Q: The core levels of lead in this crystal lie anywhere from tens of keV to less than 100 eV below the valence top. What puzzles me is the spacing inside one shell. The two 2p levels are about 2 keV apart, the two 5p levels only about 20 eV. Does every spacing simply shrink in step as the levels get shallower?

Core levels of PbS (rock salt, Fm-3m), calculated with exciting sodium using the PBE functional, an all-electron LAPW+lo basis and an 8×8×8 k-mesh. Levels are Kohn-Sham eigenvalues relative to the top of the valence band. Spin-orbit coupling is left out for the valence electrons only.

```tsv
row	core level (eV)	core element	core shell
1	-2399.2	S	1s1/2
2	-205.3	S	2s1/2
3	-150.9	S	2p1/2
4	-149.7	S	2p3/2
5	-87977.5	Pb	1s1/2
6	-15718.2	Pb	2s1/2
7	-15092.2	Pb	2p1/2
8	-12902.3	Pb	2p3/2
9	-3769.4	Pb	3s1/2
10	-3487.4	Pb	3p1/2
11	-2998.8	Pb	3p3/2
12	-2536.3	Pb	3d3/2
13	-2432.3	Pb	3d5/2
14	-850.0	Pb	4s1/2
15	-728.0	Pb	4p1/2
16	-608.4	Pb	4p3/2
17	-410.0	Pb	4d3/2
18	-387.7	Pb	4d5/2
19	-130.9	Pb	4f5/2
20	-125.9	Pb	4f7/2
21	-139.4	Pb	5s1/2
22	-97.8	Pb	5p1/2
23	-75.5	Pb	5p3/2
```

A: From one shell to the next the spacings do shrink, but at very different rates. In the second shell of lead, the step from 2s to 2p1/2 is 626 eV and the step from 2p1/2 to 2p3/2 is 2190 eV. In the fifth shell the same two steps are 42 and 22 eV. The second step is three and a half times the first in the inner shell, and only about half of it in the outer one. Two different causes are at work, and they fade at different rates.

Q: Before you name them, let me check the labels. I take the number as the shell $n$, the letter as the orbital angular momentum, and the fraction as the total angular momentum $j$, with spin included. But spin-orbit coupling is left out for the valence electrons. Does it act on the core levels all the same?

A: Your reading is right, and yes, it does. Each core level comes from the Dirac equation, which contains spin-orbit coupling from the start, solved in one common potential for all core electrons of that atom. The splittings are therefore real results of the calculation, and they don't depend on where the zero of energy is put.

Q: Then 2p1/2 to 2p3/2 is the spin-orbit step, because only $j$ changes. What makes the step from 2s to 2p1/2?

A: Screening by the other electrons. To see this, take all the other electrons away and leave one electron with a point nucleus. The Dirac equation then gives energies that depend on $n$ and $j$ alone, so 2s1/2 and 2p1/2 coincide exactly. In the full atom they are 626 eV apart, and that distance measures how far the field departs from that of a bare charge. The s electron comes closer to the nucleus, feels more of its unshielded charge and lies deeper.

Q: Can the bare nucleus also tell me how large the spin-orbit step ought to be?

A: It can, with only the nuclear charge $Z$ and constants of nature as input. With $k=j+\tfrac12$, the fine-structure constant $\alpha\approx 1/137$ and the rest energy of the electron $mc^2\approx 511\,000$ eV, the level energy is

$$E=mc^2\left[\frac{1}{\sqrt{1+\left(\dfrac{Z\alpha}{n-k+\sqrt{k^2-(Z\alpha)^2}}\right)^2}}-1\right].$$

For lead, $Z=82$ and $Z\alpha=0.598$. With $n=2$, the inverse square root is 0.94900 for 2p1/2 ($k=1$) and 0.95419 for 2p3/2 ($k=2$). The difference, 0.00519, times $mc^2$ gives a splitting of about 2650 eV.

Q: The table has 2190 eV. That's a fair result for an atom stripped of 81 electrons. Does it stay so good further out?

A: No, it gets steadily worse along the p levels. For 2p, 83% of the bare-nucleus splitting survives in the real atom. For 5p the formula gives 168 eV where the full calculation has 22 eV, so only 13% survives. The formula is a good guide to the innermost doublet and a poor one to the outermost, because it lets the electron feel the full nuclear charge at every distance.

Q: That bothers me. I have learnt that spin-orbit coupling arises close to the nucleus, where the field is steepest. Hardly any electrons are in there to shield the charge. Why should screening matter so much to 5p?

A: The field near the nucleus is indeed hardly shielded, and in this calculation it is the same for 2p and 5p. What differs is how much of the orbital is there to feel it. Think of a comet that rushes past the sun and then spends most of its period far away. A 5p electron likewise passes through the steep inner field, but most of its density sits far out. Screening weakens the pull out there, so the orbital spreads and even less of it is left near the nucleus.

Q: So screening acts on the splitting from a distance, through the share of the electron that is left inside. Can I see that in the numbers?

A: You can separate two effects. Around a bare nucleus, going from 2p to 5p would already reduce the splitting by a factor of 16, simply because the orbital is larger. In the table it falls by a factor of 98. The further factor of about six is the work of the other electrons. That they act mainly by spreading the outer part of the orbital is the argument from theory that I have just given; the table shows only the total reduction.

Q: The step from 2s to 2p1/2 should suffer in the same way. Yet from 626 to 42 eV is only a factor of 15.

A: That step is made by screening, so it has something to gain on the way out. Electrons that lie outside an orbital raise its s and p levels by nearly the same amount, because the potential inside a charged shell is flat. Only charge within the reach of the orbital can tell s from p. For the second shell that is mainly the electrons of the first two shells, but for the fifth it is most of the atom. The binding gets weaker on the way out, while the field departs more and more from that of a bare charge.

Q: Then there should be a shell where the two steps are equal.

A: It is the fourth. There the step from 4s to 4p1/2 is 122 eV and the 4p splitting is 120 eV. Further in, spin-orbit coupling sets the larger of these two steps; further out, screening does. The near equality has no deeper meaning: it is where two quantities that fall at different rates happen to cross.

Q: Now a pair of rows that I can't place. The 4d splitting and the 5p splitting are both 22.3 eV, although 4d lies some 300 eV deeper. If the depth of a level doesn't decide its splitting, what does?

A: Mainly the amount of the orbital near the nucleus, and 4d and 5p are short of that for different reasons. A d electron has more angular momentum, and the centrifugal barrier keeps it away from the centre even around a bare nucleus. A 5p electron gets in more easily, but it spends most of its time far out. The bare nucleus would give 92 eV for 4d and 168 eV for 5p. Screening then leaves about a quarter of the first and an eighth of the second, and the two end up level.

Q: Is there a rule of thumb in that?

A: For lead there is. Start from any lead doublet in the table and go to another one listed there, either out by one shell or up by one letter from p to d or from d to f. Each such move divides the splitting by a factor between about 4 and 5.5. Both 4d and 5p are one move away from 4p, so similar splittings are what the rule leads you to expect. That they agree to a tenth of an eV is a coincidence.

Q: By that rule 4f should have the smallest splitting of the lead levels listed here, and it does, with 5 eV. But 4f has another oddity. The 5s level lies below it, as if the fifth shell had slipped under the fourth.

A: Screening brings that about in two ways. Around a bare nucleus 5s would lie almost 1900 eV above 4f5/2; in the table it lies 8.5 eV below. First, whole shells move closer together, because their electrons feel a reduced charge. From 4s to 5s it would be about 2300 eV around a bare nucleus, and here it is 711 eV. Second, the centrifugal barrier keeps the 4f electron outside much of the inner charge, so it feels a well-shielded nucleus. Part of an s electron reaches the centre, where the pull is enormous. That is why 4f ends up far above 4s, far enough to pass 5s.

Q: Can I watch 4f being pushed up within its own shell?

A: Yes, if you follow the steps at equal $j$, which would vanish for a bare nucleus. They are 122 eV from 4s to 4p1/2, 198 eV from 4p3/2 to 4d3/2, and 257 eV from 4d5/2 to 4f5/2. Each rise in angular momentum keeps the electron further from the centre and costs it more binding than the one before. Together they make up 577 eV of the climb from 4s to 4f5/2. The 4p and 4d doublets add another 142 eV, and the top of the fourth shell arrives at the bottom of the fifth.

Q: What about sulphur? Its 2p levels are hardly split at all, yet they belong to the same shell as the widest p doublet of lead.

A: The sulphur splitting is 1.26 eV before the levels are rounded for the table, some 1700 times smaller than in lead. Most of that ratio comes from the nuclear charge, since the splitting grows roughly as its fourth power: $(82/16)^4\approx 690$. Relativity beyond this simple law raises the ratio further, and screening does the rest. It leaves only 42% of the bare-nucleus splitting in sulphur, against 83% in lead.

Q: Why does screening hurt sulphur more, when lead has so many more electrons?

A: Because only the few electrons inside or around the 2p orbital count much, and their number is similar in both atoms. If you use the fourth-power law to turn the surviving share into a reduced nuclear charge, the reduction is between three and four units in either case. That is a rough reading, as the law isn't exact for lead. Still, it shows the point: three units out of 16 are a serious loss, and four out of 82 are not.

Q: Suppose our laboratory takes a photoelectron spectrum of a lead sulphide deposit. May I look up the peak positions here?

A: Use the spacing of a doublet, not its position. These are one-electron energies of the undisturbed crystal, whereas in the experiment the other electrons relax around the hole that is left behind. Leaving out that relaxation would by itself make the levels too deep, but this kind of functional also lets each electron partly repel itself, which pushes the levels up by more. On balance, levels such as Pb 4f or S 2p typically come out too shallow by roughly 10 eV. Both members of a doublet shift nearly together, so the 5 eV between the two 4f levels is a much safer guide to the lines of lead. The 8.5 eV between 5s and 4f deserves more caution, because those two orbitals differ in shape and their errors need not cancel.
